## Boron phosphide under pressure: how the volume gives way

A crystal of boron phosphide is placed under several different pressures, and in each case the cell is allowed to settle from the same starting point. Every boron atom has four phosphorus neighbours and every phosphorus atom four boron neighbours, all at the same distance. The calculation uses the local density approximation (LDA). A negative pressure means that the crystal is pulled outwards.

Zincblende BP (two-atom cell), with cell and atoms relaxed at each pressure in the starting symmetry, calculated with Ansatz 0.2.0 using density functional theory (LDA), scalar-relativistic and without spin polarisation. Plane-wave PAW, cutoff 420 eV, 10×10×10 k mesh, fixed occupations. Volume changes are relative to the zero-pressure cell, 11.32 Å³ per atom.

```
pressure (GPa)  volume per atom (Å³)  volume change (%)
            -3                 11.52               1.78
             5                 11.02              -2.67
            12                 10.65              -5.91
            20                 10.29              -9.09
            25                 10.09             -10.86
```

The volume change is counted from the cell that this calculation itself finds at zero pressure.

### (a) Does each gigapascal take away the same amount of volume?

Compare the step from -3 to 5 GPa with the step from 20 to 25 GPa. If the loss per gigapascal differs, find out whether the crystal has become stiffer or whether there is simply less of it left to compress.

**Solution.** The first step removes $1.78+2.67=4.45$ % of the zero-pressure volume over 8 GPa, or 0.56 % per gigapascal. The last step removes 1.77 % over 5 GPa, or 0.35 % per gigapascal. The same extra pressure therefore does only about two thirds as much at the dense end. The two steps between them fall into line, and no row is irregular.

Part of this decline is plain geometry. A crystal that has already lost a tenth of its volume has a tenth less to give, even if its resistance to compression is unchanged. To separate this effect from true stiffening, one uses the bulk modulus $B$, the pressure needed per fractional loss of the volume present at that moment. For a step between two rows it is the rise in pressure divided by the logarithm of the volume ratio:

$$B_{-3\to5}=\frac{8}{\ln(1.0178/0.9733)}\approx 179\ \text{GPa},\qquad B_{20\to25}=\frac{5}{\ln(0.9091/0.8914)}\approx 254\ \text{GPa}.$$

The modulus has grown by a factor of 1.42, which alone would cut the loss per gigapascal to 0.70 of its first value. The smaller remaining volume contributes a factor of 0.90. Their product, 0.64, is the whole effect, and most of it comes from stiffening.

This stiffening belongs to one and the same phase. The relaxed crystal has the same cubic symmetry in each row, and it keeps a band gap of about 1 eV on the sampled k mesh. In this structure symmetry fixes the positions of the atoms within the cell, so pressure can only shrink all distances in the same proportion. The B–P bond, which goes from 1.96 to 1.87 Å across the table, can stand for them all. The question is then why the energy resists each further shortening more strongly.

The relaxations were held to the starting symmetry. The smooth curve therefore describes how this structure responds, and leaves open whether another structure would be more stable at the highest pressures.

### (b) Why should a shorter bond be a stiffer one?

Treat the valence electrons as a cloud that shrinks in proportion to the bond length $d$. Use the cost of confining them and the gain from electrical attraction to find how the energy depends on $d$. Then estimate how much stiffer the crystal should be at the volume of the row at 25 GPa.

**Solution.** Two tendencies set the bond length. Electrons confined to a smaller space have shorter wavelengths and more kinetic energy, which rises as $1/d^2$. The attraction between electrons and ions, less the repulsion among like charges, lowers the energy as $1/d$. At zero pressure the push of the first and the pull of the second cancel, and this fixes the equilibrium length $d_0$.

Adding the two terms and completing the square gives the energy per atom

$$E=E_0+K\left(\frac{d_0}{d}-1\right)^2 .$$

Here $E_0$ is the energy at equilibrium and $K$ sets the strength of the bond's resistance. This is a spring, but one that is harmonic in the inverse of the length. Equal steps of shortening make ever larger steps in $1/d$, so the spring hardens when it is compressed and softens when it is stretched.

For a crystal, volume is the handier variable. Let $V_0$ be the volume per atom at zero pressure, $V$ the volume per atom under load, and $x=V_0/V=(d_0/d)^3$ the relative density. Differentiating the energy with respect to volume gives the pressure $P$, and one more derivative gives the modulus:

$$P=3B_0\left(x^{5/3}-x^{4/3}\right),\qquad B=B_0\left(5x^{5/3}-4x^{4/3}\right),$$

where $B_0=2K/(9V_0)$ is the modulus at zero pressure.

The second formula shows where the stiffening comes from in this picture. The kinetic term supplies five units of stiffness and the Coulomb term takes four away, leaving one. A modest difference in how fast two large opposing terms grow thus becomes a large relative change in what is left.

At 25 GPa the volume is 0.8914 of its zero-pressure value, so $x=1/0.8914=1.122$. The kinetic contribution has then grown by 21 % and the Coulomb contribution by 17 %. The remainder is

$$\frac{B}{B_0}=5\times1.211-4\times1.166\approx1.39 .$$

A bond only about 4 % shorter than at zero pressure is therefore expected to make the crystal about 39 % stiffer. The density in this estimate comes from the table, but the relative stiffening follows from the two powers of $d$ alone.

The argument also tells which pressures count as high. In this model the density depends only on the ratio $P/B_0$, so a crystal with half the initial modulus would reach the same relative stiffening at half the pressure. The natural yardstick for a load is the crystal's own modulus.

### (c) Can the behaviour near zero pressure foretell the row at 25 GPa?

Set $B_0$ from the two rows nearest zero pressure, -3 and 5 GPa. Then calculate the pressure needed to reach the volume listed at 25 GPa, and compare the result with what a constant modulus would give.

**Solution.** A least-squares fit of the pressure formula to those two rows gives $B_0\approx177$ GPa. The row at 25 GPa took no part in the fit. Its density, inserted in the formula, gives

$$P=3\times177\times\left(1.2112-1.1657\right)\approx24\ \text{GPa}.$$

The estimate falls about 3 % short of the pressure actually applied. The stiffness of the nearly unloaded crystal, combined with the balance of kinetic and Coulomb energy, thus reproduces most of the hardening under heavy load.

A constant modulus does much worse. Fitted to the same two rows, it comes out at 180 GPa and needs only about 21 GPa to reach the same volume. Turned round, it predicts a volume loss of 12.9 % at 25 GPa, where the table has 10.9 %. Anyone who extrapolates the compressibility measured at low load makes this kind of error, and overestimates how far the crystal will give way.

The energy gives a second view of the same spring. With the fitted $B_0$, the formula puts the crystal at 25 GPa about 86 meV per atom above its zero-pressure state. The total energies of the same calculation put it 88 meV above. These energies were not used in the fit, but they are tied to the pressures through the work of compression, so the agreement supports the shape of the law and is no independent measurement.

The model's shortfall has a clear direction: the computed crystal hardens faster than the simple balance allows. For a small load the balance makes the modulus rise by 3 GPa for each gigapascal applied. The Murnaghan equation, which assumes a steady rise and was fitted by least squares to all five rows, gives about 3.5. At the volume of the last row its modulus has reached 265 GPa, against 246 GPa from the balance.

Some repulsion that grows more steeply than $1/d^2$ would act in the required direction. Which part of the real bond supplies it is not settled by these volumes.

A more basic weakness appears when the strength of the spring is taken literally. In the strict two-term picture, $K$ would be the whole energy that binds the valence electrons to the ions. Rough recalled ionisation energies put this near 130 eV per atom, which would imply a modulus of some 400 GPa, more than twice the fitted one. The picture thus gives the form of the hardening, while the scale has to come from the calculated crystal.

There is a physical reason for such a failure. Nearly all of this energy is already present in separate atoms, where it does not depend on any bond length. In the crystal, too, the valence cloud close to each ion keeps much of its atomic form under compression, so the whole cloud is not simply a scaled copy of itself, and only a part of its energy responds to the bond length. The balance of kinetic and Coulomb energy is therefore a simplified account of the hardening, and the good fit does not prove it. The initial hardening depends only on the sum of the two powers of $1/d$, so another pair with the same sum would start out alike, and the table does not divide the energy into these parts.

For use outside the calculation, the relative hardening is probably a safer guide than the absolute volumes. LDA usually makes crystals somewhat too small, and the atomic datasets used here were made for a different functional, which adds an error of its own. Thermal and zero-point motion, both left out, would expand the crystal slightly. Each of these shifts the volume and can also alter the stiffness somewhat, but a bond governed by opposing terms of different steepness still hardens as it is compressed.
